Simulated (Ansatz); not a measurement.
Abstraction of Cl: CH7ClSi2 + CBrCl2 → SiH2(CH3)(SiH2) + CBrCl3

Gas-phase species: CH7ClSi2 `C[SiH2][SiH2]Cl`, singlet; CBrCl2 `Cl[C](Cl)Br`, doublet; SiH2(CH3)(SiH2), doublet; CBrCl3 (bromotrichloromethane) `ClC(Cl)(Cl)Br`, singlet. A radical takes Cl: the energy is the difference in strength between the Si–Cl bond broken and the C–Cl bond made.

Shapes, held fixed at every level: PBE0-D4/def2-TZVP. Flexible molecules stand in one conformer, not always the lowest. Programs: Ansatz 0.2.0. Electronic energies: no zero-point or thermal term.

```
              level                   kind  ΔE (kJ/mol)  less CCSD(T)/def2-TZVPP
     MP2/def2-TZVPP    perturbation theory       +145.0                    -12.6
      HF/def2-TZVPP           Hartree–Fock       +203.6                    +46.0
  PBE-D4/def2-TZVPP                    GGA       +153.1                     -4.5
B3LYP-D4/def2-TZVPP          global hybrid       +168.3                    +10.7
 PBE0-D4/def2-TZVPP          global hybrid       +162.9                     +5.3
    CCSD/def2-TZVPP  coupled cluster or CI       +165.1                     +7.5
 CCSD(T)/def2-TZVPP  coupled cluster or CI       +157.6                      0.0
```

The highest level, CCSD(T)/def2-TZVPP, gives ΔE = +157.6 kJ/mol; the levels span +145.0 to +203.6. The column of differences is taken from that level and isn't an error. No measured value is set beside it here. Open shells run unrestricted. Relativity is left out for Br. Outer-core shells of Br are correlated, in sets that cover them unevenly.

Chlorine transfer from the disilane to the CBrCl2 radical is strongly uphill at every level, so the direction of the energy change does not depend on the treatment of correlation. The Si–Cl bond broken is much stronger than the C–Cl bond made. Silicon's low electronegativity gives Si–Cl a large ionic contribution, reinforced by some donation from the chlorine lone pairs into σ* orbitals on silicon. The new C–Cl bond is weak for a carbon–chlorine bond, because halogen lone pairs delocalise the unpaired electron in CBrCl2 and the product crowds four large halogens around one small carbon.

Hartree–Fock exaggerates the energy cost most, by +46.0 kJ/mol relative to CCSD(T), probably because it misses correlation among the closely packed halogens of CBrCl3. Read in reverse, the result fits the familiar use of silyl radicals as chlorine abstractors, for which the driving force is large. It does not show whether such a radical would take chlorine rather than the more weakly bound bromine from CBrCl3.
